Quantum ESPRESSO ld1.x 7.5, all-electron scalar-relativistic, spin-polarised Kohn-Sham calculations with the LDA-PZ functional, spherical densities and a point nucleus, for As and its ions with the core [Ar] 3d10 4s2. The occupations and eigenvalues are those of the 4p shell, and energy changes are relative to the atom with two spin-up and one spin-down 4p electrons.

## Analysis program

```python
# Table: As 4p spin-up/down occupation grid, ld1.x LDA-PZ, scalar-relativistic, spherical; energy and 4p eigenvalues (eV).
# Tested: smooth surface in x=N-2 and m^2; rival breaks (kink at N=2, n^(4/3) term at down=0); curvature vs F0, F2.
T = {
    'spin_up_occupation': [1.0, 1.0, 1.0, 1.0, 1.25, 1.25, 1.25, 1.25, 1.25, 1.5, 1.5, 1.5, 1.5, 1.5, 1.75, 1.75, 1.75, 1.75, 1.75, 2.0, 2.0, 2.0, 2.0, 2.0],  # electrons
    'spin_down_occupation': [0.25, 0.5, 0.75, 1.0, 0.0, 0.25, 0.5, 0.75, 1.0, 0.0, 0.25, 0.5, 0.75, 1.0, 0.0, 0.25, 0.5, 0.75, 1.0, 0.0, 0.25, 0.5, 0.75, 1.0],  # electrons
    'energy_change': [22.08, 17.323, 13.122, 9.4683, 21.866, 17.172, 13.028, 9.4238, 6.3461, 16.917, 12.838, 9.2895, 6.2617, 3.7399, 12.546, 9.0629, 6.0916, 3.6197, 1.6313, 8.7397, 5.8332, 3.4177, 1.4793, 0.0],  # eV
    'spin_up_eigenvalue': [-20.801, -18.31, -15.89, -13.545, -20.971, -18.48, -16.059, -13.713, -11.447, -18.632, -16.211, -13.865, -11.598, -9.4183, -16.347, -14.0, -11.734, -9.5532, -7.4663, -14.122, -11.854, -9.6731, -7.586, -5.6018],  # eV
    'spin_down_eigenvalue': [-20.163, -17.911, -15.702, -13.545, -19.887, -17.672, -15.491, -13.356, -11.279, -17.394, -15.251, -13.145, -11.09, -9.0987, -14.972, -12.905, -10.879, -8.9102, -7.0119, -12.624, -10.638, -8.6982, -6.8232, -5.0278],  # eV
}
import numpy as np
from scipy.constants import physical_constants as pc
Ha = pc['Hartree energy in eV'][0]
u, d, E, eu, ed = [np.array(T[k], float) for k in ('spin_up_occupation', 'spin_down_occupation', 'energy_change', 'spin_up_eigenvalue', 'spin_down_eigenvalue')]
x, m, n = u+d-2, u-d, len(u)
R = {(a, b): i for i, (a, b) in enumerate(zip(u, d))}
eps = np.r_[eu, ed]; lab = ['(%.2f,%.2f)' % p for p in zip(u, d)]; lab2 = [l+'up' for l in lab]+[l+'dn' for l in lab]
def design(k, extra=None):
    V, G = [], []
    for j in range(k//2+1):
        for i in range(k-2*j+1):
            dx = i*x**max(i-1, 0)*m**(2*j); dm = 2*j*x**i*m**max(2*j-1, 0)
            V.append(x**i*m**(2*j))
            if i+j > 0: G.append(np.r_[dx+dm, dx-dm])
    if extra == 'kink': V.append(np.maximum(x, 0)); G.append(np.tile(np.heaviside(x, 0.5), 2))
    if extra == 'n^4/3': V.append(u**(4/3)+d**(4/3)); G.append(4/3*np.r_[u**(1/3), d**(1/3)])
    return np.array(V).T, np.array(G).T
def fit(A, y, k=None):
    k = np.ones(len(y), bool) if k is None else k
    P = np.linalg.pinv(A[k]); c = P@y[k]; r = y-A@c
    return c, r, np.sqrt(np.sum(r[k]**2)/(k.sum()-len(c))*np.sum(P**2, 1))
rms = lambda r: 1e3*np.sqrt(np.mean(r**2))
fl = lambda y: 1e3*np.sqrt(np.mean(np.where(abs(y) >= 10, 1e-3, 1e-4)**2/12))
print('rows (up,down). rounding: 0.5 meV max if |v|>=10 eV, else 0.05; rms floor E %.2f, eps %.2f meV' % (fl(E), fl(eps)))
for k in range(2, 7):
    V, G = design(k); c, r, _ = fit(V, E); g, s, _ = fit(G, eps); a, b = abs(r).argmax(), abs(s).argmax()
    print('deg %d E[%d par/24] rms %.2f worst %+.1f %s | eps[%d/48] rms %.2f worst %+.1f %s meV' % (k, len(c), rms(r), 1e3*r[a], lab[a], len(g), rms(s), 1e3*s[b], lab2[b]))
    if k == 2: print('  quadratic E: c0 %.3f, slope %.3f, d2E/dN2 %.3f, I %.3f eV' % (c[0], c[1], 2*c[2], -4*c[3]))
for k in (4, 5, 6):
    for ex in ('kink', 'n^4/3'):
        V, G = design(k, ex); c, r, se = fit(V, E); g, s, sg = fit(G, eps)
        print('deg %d + %s: E amp %+.1f+-%.1f rms %.2f | eps amp %+.1f+-%.1f rms %.2f meV' % (k, ex, 1e3*c[-1], 1e3*se[-1], rms(r), 1e3*g[-1], 1e3*sg[-1], rms(s)))
V, G = design(5)
for name, out in (('down=0', d == 0), ('control down=1', d == 1), ('control up=1', u == 1), ('control up=2', u == 2)):
    r = fit(V, E, ~out)[1]; s = fit(G, eps, ~np.tile(out, 2))[1]
    print('deg 5 without %s, table-predicted meV, in table order:' % name)
    print('  E', np.round(1e3*r[out], 1), 'up', np.round(1e3*s[:n][out], 1), 'dn', np.round(1e3*s[n:][out], 1))
w = np.array([1, 4, 2, 4, 1])/12; q = np.arange(5)/4
Jd = [w@ed[[R[a, b] for b in q]]-(E[R[a, 1]]-E[R[a, 0]]) for a in 1+q[1:]]
Ju = [w@eu[[R[1+a, b] for a in q]]-(E[R[2, b]]-E[R[1, b]]) for b in q[1:]]
print('Janak, Simpson integral minus dE (meV): along down', np.round(1e3*np.array(Jd), 1), 'along up', np.round(1e3*np.array(Ju), 1))
for name, L, e in (('up=2, down 0..1', [R[2, b] for b in q], ed), ('down=1, up 1..2', [R[1+a, 1] for a in q], eu)):
    sag = E[L]-(E[L[0]]+(E[L[-1]]-E[L[0]])*q)
    print(name, ': chord slope %.4f, eps drift %.3f, E below chord' % (E[L[-1]]-E[L[0]], e[L[-1]]-e[L[0]]), np.round(sag[1:4], 3), 'eV')
    print('  E 2nd diff/h2', np.round(np.diff(E[L], 2)*16, 3), 'eps 2nd diff', np.round(np.diff(e[L], 2), 4), 'eV')
    assert (np.diff(E[L], 2) > 0).all()
L = np.where(m == 1)[0]
print('m=1, N', u[L]+d[L], 'slope of mean eps', np.round(np.diff((eu+ed)[L]/2)/0.5, 3), 'I', np.round((ed-eu)[L], 3), 'eV')
L = np.where((x == 0) & (m > 0))[0]; I2 = (ed-eu)[L]/m[L]; dE = E[L]-E[R[1, 1]]
print('N=2, m', m[L], 'E-E(1,1)', np.round(dE, 4), 'eV')
print('  -4dE/m2', np.round(-4*dE/m[L]**2, 4), 'split/m', np.round(I2, 4), 'eV; rise of split/m %.1f%%' % (100*(I2[-1]/I2[0]-1)))
print('  d(split/m)/d(m2)', np.round(np.diff(I2)/np.diff(m[L]**2), 4), 'eV; mean eps', np.round((eu+ed)[L]/2, 3))
print('edge down=0 split/m', np.round(((ed-eu)/np.where(m, m, 1))[d == 0], 4), 'eV')
# further output of the same runs: F0, F2 (4p4p), 4s up, 4s down (hartree), <r> 4p up (bohr)
X = {(2, 1): (0.35933, 0.18256, -0.55021, -0.52769, 2.5278), (2, 0): (0.39509, 0.20618, -0.88904, -0.83343, 2.2867), (1.25, 0): (0.41683, 0.2198, -1.1613, -1.1216, 2.1637)}
for (a, b), (F0, F2, s1, s2, r1) in X.items():
    h = 0.25 if b == 0 else -0.25; i = [R[a, b+j*h] for j in range(3)]
    D = lambda e: (-3*e[i[0]]+4*e[i[1]]-e[i[2]])/(2*h)
    I = (ed-eu)[i[0]]/(a-b)
    print(lab[i[0]], 'F0 %.2f; deps_up/ddown %.2f (ratio %.2f), deps_dn/ddown %.2f eV; <r>4p %.2f bohr' % (F0*Ha, D(eu), D(eu)/F0/Ha, D(ed), r1))
    print('   F2/5 %.3f, I %.3f (ratio %.2f); split 4p %.3f, 4s %.3f eV' % (F2*Ha/5, I, 5*I/F2/Ha, I*(a-b), (s2-s1)*Ha))
print('E(1,1)-E(2,0) %.4f eV = %.2f of F2/5 at (2,0)' % (-dE[-1], -dE[-1]*5/X[2, 0][1]/Ha))
assert (ed-eu >= 0).all() and (np.diff(I2) > 0).all()
assert max(abs(np.array(Jd+Ju))) < 0.01
```

It prints:

```
rows (up,down). rounding: 0.5 meV max if |v|>=10 eV, else 0.05; rms floor E 0.18, eps 0.25 meV
deg 2 E[4 par/24] rms 29.02 worst -66.9 (2.00,1.00) | eps[3/48] rms 167.66 worst -503.6 (2.00,1.00)dn meV
  quadratic E: c0 9.480, slope -13.591, d2E/dN2 8.721, I 0.731 eV
deg 3 E[6 par/24] rms 1.62 worst -3.2 (2.00,0.00) | eps[5/48] rms 10.21 worst -25.5 (2.00,1.00)up meV
deg 4 E[9 par/24] rms 0.31 worst +0.8 (1.50,0.25) | eps[8/48] rms 1.86 worst -3.7 (2.00,0.25)dn meV
deg 5 E[12 par/24] rms 0.18 worst +0.5 (1.00,0.50) | eps[11/48] rms 0.48 worst -1.1 (2.00,0.25)dn meV
deg 6 E[16 par/24] rms 0.16 worst +0.4 (1.50,0.25) | eps[15/48] rms 0.24 worst +0.6 (1.50,0.75)up meV
deg 4 + kink: E amp -1.1+-3.1 rms 0.31 | eps amp -3.9+-2.6 rms 1.81 meV
deg 4 + n^4/3: E amp -87.2+-25.5 rms 0.23 | eps amp -23.1+-2.1 rms 0.93 meV
deg 5 + kink: E amp -2.0+-2.4 rms 0.18 | eps amp -0.7+-0.9 rms 0.47 meV
deg 5 + n^4/3: E amp +29.9+-64.6 rms 0.18 | eps amp -10.9+-1.5 rms 0.30 meV
deg 6 + kink: E amp -1.3+-3.5 rms 0.16 | eps amp +0.2+-0.7 rms 0.24 meV
deg 6 + n^4/3: E amp +12.2+-241.1 rms 0.16 | eps amp -5.4+-2.6 rms 0.23 meV
deg 5 without down=0, table-predicted meV, in table order:
  E [ 2.1  0.4 -0.5 -0.3] up [-0.3 -0.2  0.2 -1. ] dn [4.1 5.2 5.7 6.6]
deg 5 without control down=1, table-predicted meV, in table order:
  E [ 0.2  0.  -0.4 -1.1 -2.6] up [-0.7 -0.5 -0.7  0.  -0.4] dn [-0.7 -0.8 -1.  -1.4 -2.3]
deg 5 without control up=1, table-predicted meV, in table order:
  E [-0.5  0.9 -0.1  0.2] up [ 1.3  0.7  0.2 -0.5] dn [ 0.6  1.1  0.7 -0.5]
deg 5 without control up=2, table-predicted meV, in table order:
  E [0.6 0.2 0.3 0.7 0.2] up [-5.  -4.2 -3.9 -3.4 -3. ] dn [ 1.2 -0.6  0.3  0.5  0. ]
Janak, Simpson integral minus dE (meV): along down [-1.8 -1.8 -2.2 -1.4] along up [-2.9 -1.8 -2.  -1.4]
up=2, down 0..1 : chord slope -8.7397, eps drift 7.596, E below chord [-0.722 -0.952 -0.706] eV
  E 2nd diff/h2 [7.856 7.634 7.346] eps 2nd diff [-0.0462 -0.0648 -0.0796] eV
down=1, up 1..2 : chord slope -9.4683, eps drift 7.943, E below chord [-0.755 -0.994 -0.736] eV
  E 2nd diff/h2 [8.256 7.962 7.637] eps 2nd diff [-0.0693 -0.0767 -0.0875] eV
m=1, N [1.5 2.  2.5 3. ] slope of mean eps [9.142 8.547 7.834] I [0.808 0.72  0.643 0.574] eV
N=2, m [0.5 1.  1.5 2. ] E-E(1,1) [-0.0445 -0.1788 -0.4054 -0.7286] eV
  -4dE/m2 [0.712  0.7152 0.7207 0.7286] split/m [0.714 0.72  0.73  0.749] eV; rise of split/m 4.9%
  d(split/m)/d(m2) [0.008  0.008  0.0109] eV; mean eps [-13.534 -13.505 -13.452 -13.373]
edge down=0 split/m [0.8672 0.8253 0.7857 0.749 ] eV
(2.00,1.00) F0 9.78; deps_up/ddown 7.73 (ratio 0.79), deps_dn/ddown 7.02 eV; <r>4p 2.53 bohr
   F2/5 0.994, I 0.574 (ratio 0.58); split 4p 0.574, 4s 0.613 eV
(2.00,0.00) F0 10.75; deps_up/ddown 9.25 (ratio 0.86), deps_dn/ddown 8.04 eV; <r>4p 2.29 bohr
   F2/5 1.122, I 0.749 (ratio 0.67); split 4p 1.498, 4s 1.513 eV
(1.25,0.00) F0 11.34; deps_up/ddown 10.10 (ratio 0.89), deps_dn/ddown 8.93 eV; <r>4p 2.16 bohr
   F2/5 1.196, I 0.867 (ratio 0.72); split 4p 1.084, 4s 1.080 eV
E(1,1)-E(2,0) 0.7286 eV = 0.65 of F2/5 at (2,0)
```
